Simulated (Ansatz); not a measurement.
**Redistribution: C2H3BrF2 + CHCl2F → C2H4F2 + CBrCl2F**

Species: C2H3BrF2 `FCC(F)Br`, singlet; CHCl2F (dichlorofluoromethane) `FC(Cl)Cl`, singlet; C2H4F2 `FCCF`, singlet; CBrCl2F (bromodichlorofluoromethane) `FC(Cl)(Cl)Br`, singlet. The partners trade Br for H; both sit on C, so the bond types are kept.

Shapes, held fixed at every level: PBE0-D4/def2-TZVP. Flexible molecules stand in one conformer, not always the lowest. Programs: Ansatz 0.2.0. Electronic energies: no zero-point or thermal term.

| level | kind | ΔE (kJ/mol) | less CCSD(T)/def2-TZVPP | CPU time (sum over the molecules) |
| --- | --- | --- | --- | --- |
| HF/def2-TZVPP | Hartree–Fock | +44.4 | +11.9 | – |
| B3LYP-D4/def2-TZVPP | global hybrid | +28.9 | -3.6 | 28 s |
| PBE0-D4/def2-TZVPP | global hybrid | +30.1 | -2.4 | 21 s |
| wB97X-V/def2-TZVPP | range-separated hybrid | +30.5 | -2.0 | 49 s |
| B2PLYP/def2-TZVPP | double hybrid | +30.7 | -1.8 | 35 s |
| MP2/def2-TZVPP | perturbation theory | +27.7 | -4.8 | – |
| CCSD(T)/def2-TZVPP | coupled cluster or CI | +32.5 | 0.0 | 8.9 min |

The highest level, CCSD(T)/def2-TZVPP, gives ΔE = +32.5 kJ/mol; the levels span +27.7 to +44.4. The column of differences is taken from that level and isn't an error. No measured value is set beside it here. Relativity is left out for Br unless named. Correlated rows may include outer-core shells of Br, which these sets cover unevenly. Times are processor times on shared x86 and Arm servers, and rough.

Every level makes the exchange endothermic, so bromine is better placed on the fluoroethane carbon than on the carbon already carrying two chlorines and a fluorine. The likely reason is crowding: in CBrCl2F four halogens share one carbon, and repulsion between the lone pairs of the large Br and Cl atoms, together with competition for electron density at an already electron-poor carbon, outweighs any gain from geminal halogen stabilisation.

Hartree–Fock exaggerates the cost by +11.9 kJ/mol even though the bond types are kept. This suggests that correlation between the close, polarisable halogens favours the crowded product, a contribution that does not cancel across the reaction. MP2 falls below the coupled-cluster value, probably because it overestimates this same attraction. The density functionals also lie below it, but by at most 3.6 kJ/mol, so the direction of the exchange is secure while a fine ranking of the functionals is not. The reaction energy alone cannot separate steric repulsion from electronic substituent effects.
